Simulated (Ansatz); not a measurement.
# Sb: pressure and energy change per atom as volume scale varies

All results are calculated (Ansatz 0.2.0). Plane-wave DFT, scalar-relativistic PAW made under PBE with cores redone for the functional, no dispersion; the given relaxed cell is scaled uniformly, energy at zero smearing counts from the unscaled cell, pressure at the given Fermi-Dirac smearing is positive in compression.

The cell before it is scaled or strained (space group P6_3/mmc, No. 194):
```
cell vectors (Å)
   3.4374     0.0000     0.0000
  -1.7187     2.9769     0.0000
   0.0000     0.0000    11.8644
atoms (fractions of the cell vectors)
Sb  1.00000  1.00000  0.00000
Sb  1.00000  1.00000  0.50000
Sb  0.33333  0.66667  0.25000
Sb  0.66667  0.33333  0.75000
```

Settings of every row: spin polarised no; functional BLYP; wave cutoff 420 eV; smearing width 0.1 eV; k mesh 12x12x3.

Atom starting moment: 0 on all atoms.

Limits: the cell comes from a prototype or a list of computed structures and needn't be the stable phase.

| row | volume scale | V (Å³/atom) | pressure (GPa) | energy change per atom (meV) |
| --- | --- | --- | --- | --- |
| 1 | 0.88 | 26.709 | 7.73 | 76.67 |
| 2 | 0.92 | 27.923 | 4.55 | 30.76 |
| 3 | 0.96 | 29.137 | ? | ? |
| 4 | 1.04 | 31.566 | -1.62 | 7.1 |
| 5 | 1.08 | 32.78 | -2.89 | 25.03 |
| 6 | 1.12 | 33.994 | -3.89 | 51.45 |

Question: what pressure and energy change per atom should row 3 give?

Worked fit of pressure. Take u = (V_r/V)^(2/3) − 1 with V_r = 31.566 Å³ an atom, which is twice the finite (Eulerian) strain; such expansions in the strain, on which the Birch-Murnaghan equation of state is built, carry the rest volume and the bulk modulus. The shown rows have u = 0.11783, 0.08519, 0, -0.02484, -0.0482. Least squares give pressure = −1.632 + 56.052 × u + 197.52 × u² GPa; a straight line predicts inner rows, each left out in turn, worse (root mean square 0.56 against 0.036 GPa). The rows lie off it by 0.02, -0.03, 0.01, 0.01, -0.02. The pressure vanishes at u = 0.0266, or V = 30.35 Å³ an atom, and there the bulk modulus at fixed shape and fractions is B = −V dP/dV = (2/3)(1 + u) dP/du = 45.6 GPa. Letting shape and atoms relax would as a rule lower it, by much in layered, chain or molecular crystals. The withheld row has u = 0.05483, so the fit gives −1.632 + 56.052 × (0.05483) + 197.52 × (0.05483)² = 2.04 GPa.

The calculation gave 2 GPa. The fit lies 0.04 GPa (2 % of the value, 0.34 % of the column's range) above it; its largest miss of a shown row is 0.03 GPa.

Worked fit of energy change per atom. Take u = (V_r/V)^(2/3) − 1 with V_r = 31.566 Å³ an atom, which is twice the finite (Eulerian) strain; such expansions in the strain, on which the Birch-Murnaghan equation of state is built, carry the rest volume and the bulk modulus. The shown rows have u = 0.11783, 0.08519, 0, -0.02484, -0.0482. Least squares give energy change per atom = 6.77 − 492.606 × u + 9185.07 × u² meV; a straight line predicts inner rows, each left out in turn, worse (root mean square 26 against 0.97 meV). The rows lie off it by 0.42, -0.70, 0.33, 0.36, -0.40 (root mean square 0.46 meV). The withheld row has u = 0.05483, so the fit gives 6.77 − 492.606 × (0.05483) + 9185.07 × (0.05483)² = 7.37 meV.

The calculation gave 6.68 meV. The fit lies 0.69 meV (10 % of the value, 0.99 % of the column's range) above it; its largest miss of a shown row is 0.70 meV.
